One hydrogen of the NH₂ group in H₂N–Mg–Br is moved along its N–H bond while the other atoms stay put. Moves of a tenth of an ångström cost tenths of an electronvolt. Each method's energy is counted from the same structure, with the bond at 1.009 Å.

Rigid scan of one N–H bond in H₂N–Mg–Br in the gas phase, computed with Ansatz 0.2.0 in the def2-TZVPP basis, starting from the PBE0-D4/def2-TZVP minimum. Each method's energies are counted from its own value at that structure (N–H 1.009 Å). CCSD(T) builds on restricted HF with 11 core orbitals frozen and the filled d shell of Br correlated.

| stretch (Å) | CCSD(T) (eV) | PBE-D4 (eV) | r2SCAN-D4 (eV) | HF (eV) | HF less CCSD(T) (eV) | T1 diagnostic |
| --- | --- | --- | --- | --- | --- | --- |
| 0.908 | 0.2884 | 0.3211 | 0.2875 | 0.2313 | -0.0571 | 0.007 |
| 0.928 | 0.1770 | 0.2034 | 0.1767 | 0.1305 | -0.0465 | 0.007 |
| 0.958 | 0.0655 | 0.0822 | 0.0655 | 0.0356 | -0.0299 | 0.007 |
| 0.992 | 0.0067 | 0.0122 | 0.0068 | -0.0034 | -0.0101 | 0.007 |
| 1.009 | 0.0000 | 0.0000 | 0.0000 | 0.0000 | 0.0000 | n/a |
| 1.031 | 0.0106 | 0.0032 | 0.0104 | 0.0245 | 0.0139 | 0.007 |
| 1.072 | 0.0791 | 0.0582 | 0.0783 | 0.1196 | 0.0405 | 0.007 |
| 1.116 | 0.2083 | 0.1732 | 0.2069 | 0.2789 | 0.0706 | 0.007 |
| 1.162 | 0.3889 | 0.3396 | 0.3870 | 0.4925 | 0.1036 | 0.007 |
| 1.210 | 0.6123 | 0.5489 | 0.6104 | 0.7522 | 0.1399 | 0.007 |

**1. Which costs more, squeezing the bond or stretching it?**

Squeezing does. In CCSD(T), the reference here, shortening the bond by 0.10 Å costs 0.29 eV, while lengthening it by 0.11 Å costs only 0.21 eV. Inward, the repulsion between the two nuclei climbs steeply, as fewer electrons are left between them to screen it; outward, the force drawing the atoms back together grows ever more slowly, because the attraction behind it fades with distance. The bond is therefore stiffer at short lengths than at long ones, which matters again in question 6.

**2. CCSD(T) recovers about 20 eV of correlation energy that Hartree–Fock (HF) leaves out. Why is the HF curve wrong by only about 0.1 eV?**

A curve of relative energies feels only the change in what is left out. Correlation is the energy electrons gain by avoiding one another, and most of it belongs to electron pairs that the moving hydrogen hardly disturbs. Between 1.009 and 0.908 Å only 0.3% of it is lost, or 0.06 eV. When judging a method, ask how its error varies along the path, not how large it is in total.

**3. Why is HF too low for short bonds and too high for long ones?**

The correlation energy grows in size as the bond lengthens, and HF misses that gain. The column "HF less CCSD(T)" is this gain, counted from 1.009 Å, and it rises from each row to the next.

Standard bonding theory offers a reason for the growth, though the runs don't single out the bond's own share of it. HF puts both bonding electrons into one orbital and lets each move in the average field of the other, so they too often sit on the same atom. As the atoms separate, that crowding becomes a worse description of the bond. Correlation corrects it by keeping one electron near nitrogen when the other is near hydrogen. The antibonding orbital, which makes this avoidance possible, also comes closer in energy.

Other electron pairs take part too. In second-order perturbation theory (MP2), about a fifth of the gain between 0.908 and 1.009 Å comes from electrons of equal spin, and these can't be the two electrons of one bond.

**4. Is HF exact at 1.009 Å, and what does its negative energy at 0.992 Å mean?**

The error vanishes at 1.009 Å because every curve is set to zero there. The negative value means only that HF has its own minimum at a shorter bond. Counting HF from that minimum would raise its whole curve by about 0.004 eV. The slope of the error, which does the physical work, would stay the same.

**5. How far does such an error move the minimum?**

Near its minimum the reference energy is roughly $\tfrac12 k d^2$, where $d$ is the change in bond length and $k$ the stiffness. Add an error that grows as $g d$, with $g$ its slope. The sum is lowest where $kd+g=0$, so the minimum moves by $-g/k$. For HF, $g$ is 0.62 eV/Å and $k$ is 45 eV/Å², which gives a bond shorter by 0.014 Å.

Smooth Morse-type curves fitted to all ten rows of each method put the shift at 0.013 Å. The estimate overshoots slightly, in part because the well stiffens on the way in. PBE-D4 has the opposite tilt, about half as steep, and its bond comes out 0.007 Å too long by either route. The estimate takes $k$ from the fitted CCSD(T) curve and $g$ from the rows at 0.958 and 1.072 Å, which are also in the fits, so the agreement is a check of consistency and not an independent test. It says that the slope of the error is enough to account for the shift, not where the slope comes from.

**6. Why is the HF bond also too stiff?**

Mostly because it is too short. With each method at its own minimum, HF is 10% stiffer than CCSD(T); with both at the same length, the excess is only 2%. PBE-D4 mirrors this: it is 5% softer at its own, longer minimum and practically equal at the common length.

The size follows from the lopsided well of question 1. For a Morse curve, shortening the bond by $\Delta$ raises the stiffness by a fraction of about $3a\Delta$, where $a$ sets how quickly the curve flattens. With $a$ near 2.1 per Å and $\Delta$ of 0.013 Å this is 8%, most of the HF excess. A vibrational frequency goes as the square root of stiffness, so HF would put the harmonic frequency of this single stretch about 5% above that of CCSD(T). When two methods disagree on a harmonic stretching frequency, compare their bond lengths first.

**7. Which digits can be trusted, and which cheaper method would serve here?**

The HF and PBE-D4 errors at the ends of the scan, three hundredths of an electronvolt or more, are large enough to interpret. r2SCAN-D4 stays within 0.002 eV of CCSD(T) in every row, which makes it a good stand-in over this range. Its thousandths deserve no explanation, since the reference itself rests on a single basis set of moderate size. Nor should the scan be continued to a broken bond at these levels: CCSD(T) built on one closed-shell determinant becomes unreliable there.

The fitted curves and the shifts derived from them are in the output below.

Printed output of the fit:

```
fit of ccsd_t on 10 rows: constant 5.218 +/- 0.0041, coefficient of exp(-1*s*dd) -10.45 +/- 0.0088, coefficient of exp(-2*s*dd) 5.228 +/- 0.0046, s 2.087; rms 0.000347, worst 1.162 0.00048, leave-one-out rms 0.00102
fit of hf on 10 rows: constant 6.219 +/- 0.0055, coefficient of exp(-1*s*dd) -12.15 +/- 0.012, coefficient of exp(-2*s*dd) 5.926 +/- 0.0062, s 2.006; rms 0.000433, worst 1.162 0.000655, leave-one-out rms 0.00131
fit of pbe_d4 on 10 rows: constant 5.009 +/- 0.0043, coefficient of exp(-1*s*dd) -10.19 +/- 0.0093, coefficient of exp(-2*s*dd) 5.179 +/- 0.0049, s 2.081; rms 0.000366, worst 0.958 0.000496, leave-one-out rms 0.00102
CCSD(T) energy at 0.908 over that at 1.116: 1.385
Tilt of HF less CCSD(T) near the minimum [eV/A]: 0.6175
Tilt of PBE-D4 less CCSD(T) near the minimum [eV/A]: -0.3298
Stiffness k of the CCSD(T) curve at its minimum [eV/A^2]: 45.47
HF shift of the minimum predicted by -g/k [A]: -0.01358
HF shift of the minimum from the fitted curves [A]: -0.01266
PBE-D4 shift of the minimum predicted by -g/k [A]: 0.007253
PBE-D4 shift of the minimum from the fitted curves [A]: 0.007483
HF stiffness above CCSD(T), each at its own minimum [%]: 10.16
HF stiffness above CCSD(T), both at the CCSD(T) minimum [%]: 2.013
PBE-D4 stiffness above CCSD(T), each at its own minimum [%]: -4.547
PBE-D4 stiffness above CCSD(T), both at the CCSD(T) minimum [%]: -0.005704
Size of the correlation energy at the minimum [eV]: 19.81
CCSD correlation lost from the minimum to 0.908 [eV]: 0.04815
Triples correlation lost from the minimum to 0.908 [eV]: 0.00894
Correlation lost from the minimum to 0.908, share of the total [%]: 0.2883
Largest deviation of r2SCAN-D4 from CCSD(T) [eV]: 0.0019
PBE-D4 less CCSD(T) at 1.210 [eV]: -0.0634
```
